**Problem.** The silylene CH₃–Si–OH is cut at its Si–O bond into the radicals CH₃Si and OH. The bond energy is $D = E_\text{fragments} - E_\text{molecule}$, and the best estimate is 5.459 eV. The table lists how far each level of theory lies from it; a negative error means a bond that is too weak. CBS marks the limit of a complete basis, and all other rows use the finite basis def2-TZVP. The fragments are relaxed, all shapes come from PBE0/def2-SVP, and zero-point energy and spin–orbit coupling are left out.

Si–O bond energy of singlet CH₃–Si–OH, cut into the doublets CH₃Si and OH, computed with Ansatz 0.2.0 and the AFQMC program afq 1. Wavefunction methods (RHF molecule, UHF fragments, cores frozen in correlation) and density functionals use def2-TZVP except in the CBS rows, at PBE0/def2-SVP geometries. The reference level of the best estimate is released AFQMC.

```csv
level,this level less the best estimate at the basis limit (meV),"statistical noise, one standard error (meV)"
HF,-1677.0,0.000
MP2,175.0,0.000
CCSD,-320.0,0.000
CCSD(T),-186.0,0.000
ph-AFQMC/CISD,-163.0,8.000
released AFQMC,-192.0,11.000
HF/CBS,-1661.0,0.000
MP2/CBS,367.0,0.000
CCSD(T)/CBS,-1.0,0.000
PBE,-82.0,0.000
r2SCAN,-217.0,0.000
PBE0,-261.0,0.000
B3LYP,-267.0,0.000
wB97M-V,30.0,0.000
B2PLYP,-144.0,0.000
```

**1. How much of the bond survives in Hartree–Fock theory, and why is the rest lost?**

*Answer.* At the basis limit HF gives $5.459 - 1.661 = 3.80$ eV, about 70 per cent of the best estimate. Each radical brings one unpaired electron. In the molecule these two share the same region as a pair of opposite spin, and they gain energy by avoiding each other. HF lets each electron feel only the average of the others, so it leaves out this gain.

*Remark.* Correlation isn't confined to the bond. In def2-TZVP, CCSD(T) places it at 15.31 eV in the molecule and 13.82 eV in the two fragments together, and only the difference of about 1.5 eV reaches the bond energy. Part of the HF error may also come from the choice of determinant: the molecule's restricted solution is unstable towards an unrestricted one, while the fragments were treated as unrestricted.

**2. CCSD(T) in def2-TZVP binds too weakly by 186 meV. Is the method or the basis to blame?**

*Answer.* Mostly the basis. Going to the limit raises the CCSD(T) bond energy by 185 meV, whereas the HF bond energy rises by only 16 meV. Smooth average fields are easily described by a modest basis. The sharp dip in the wavefunction where two electrons meet is not, and the molecule has one more close pair to describe than the fragments have.

*Remark.* The remaining error of −1 meV must not be read as proof of the method's accuracy, because the best estimate is itself built on CCSD(T) at the limit. The step of 185 meV is safer evidence, since the reference cancels from it.

**3. Could that step have been predicted from a cheaper method?**

*Answer.* If the basis error arises where two electrons meet, second-order theory should already contain most of it, for MP2 treats electrons pair by pair. The MP2 step can then be added to the CCSD(T) error in the finite basis:

$$\varepsilon_\text{CCSD(T)}^\text{limit} \approx -186 + (367 - 175) = +6\ \text{meV}.$$

Here $\varepsilon$ is the error against the best estimate. The computed value is −1 meV, so the prediction misses by 7 meV with nothing fitted. Adding the HF step instead would give $-186 + 16 = -170$ meV and leave nearly the whole error in place.

*Remark.* The success supports the pair picture for this bond but doesn't prove it. Both limits are extrapolated, and a fault common to the two extrapolations would not show.

**4. MP2 binds too strongly, and a better basis makes it worse. Does MP2 push the molecule's energy too low?**

*Answer.* No. In def2-TZVP the MP2 energy of the molecule lies 1.39 eV *above* that of CCSD(T). The MP2 bond energy is nevertheless larger by $175 + 186 = 361$ meV. Since $D$ is fragments less molecule, the MP2 energies of the fragments must together lie $1.39 + 0.36 = 1.75$ eV above CCSD(T). MP2 overbinds because it misses more in the fragments than in the molecule.

*Remark.* At the basis limit the excess over CCSD(T) is 368 meV, almost the same as before. The finite basis had hidden about half of MP2's overbinding behind an error of opposite sign. The terms that MP2 leaves out lower the energy on balance, and by less in the molecule than in the fragments; the table does not show which of them causes this.

**5. Phaseless AFQMC has an error of −163 meV and released AFQMC one of −192 meV. Has releasing the constraint made the result worse?**

*Answer.* Nothing in the table shows that it has. Both random-walk methods work in def2-TZVP and carry its basis error, so the fair comparison is with CCSD(T) in the same basis. Phaseless AFQMC then lies 23 meV higher and released AFQMC 6 meV lower. The phaseless row looks better against the limit because its upward shift offsets a little of the basis error.

*Remark.* The standard errors are 8 and 11 meV, so the bond energies from released AFQMC and CCSD(T) can't be told apart. The upward shift of the phaseless row may be a bias of its constraint, but it is less than three standard errors. The reference behind the best estimate was admitted only on condition that high-level results agreed within a few tens of meV, so the small AFQMC deviations are partly a result of that choice and not a fully independent test.

**6. What changes between PBE and PBE0, and does the table make PBE the better functional?**

*Answer.* PBE0 replaces a quarter of the PBE exchange by exact exchange. That replacement, with the response of the orbitals, lowers the bond energy by $261 - 82 = 179$ meV. Exact exchange without matching correlation weakens bonds, as the HF rows show in the extreme. The approximate exchange of PBE can make up for part of the correlation that binds, and its smaller error here may owe something to such a cancellation, which the table does not isolate.

*Remark.* One bond can't rank functionals, and these rows also contain a basis error. Among the functionals, wB97M-V is nearest to the best estimate, at +30 meV against −82 meV for PBE. If a larger basis raised both bond energies by 26 meV, they would be equally far off. A common shift would leave the gap between PBE and PBE0 as it is.

**7. Si–O bonds occur in precursors from which insulating oxide films are grown for electronic devices. Would the PBE0 error matter there?**

*Answer.* Suppose the whole error of 261 meV entered the activation energy for breaking the bond. At 700 K the rate would change by

$$\exp\!\left(\frac{0.261\ \text{eV}}{k_\text{B}T}\right) \approx 76,$$

where $k_\text{B}$ is Boltzmann's constant and $T$ the temperature. Because PBE0 makes the bond too weak, the predicted scission would be too fast by that factor.

*Remark.* This shows how sensitive a rate is to an error in energy; it does not predict film growth. A bond of more than 5 eV practically never breaks by itself at 700 K, so the reactions that matter there take other paths, and the errors of PBE0 for their barriers may differ. By the same formula, an uncertainty of 10 meV, about the noise of the best estimate, changes the rate by less than a fifth. The tens of meV therefore deserve attention, and the single meV do not.
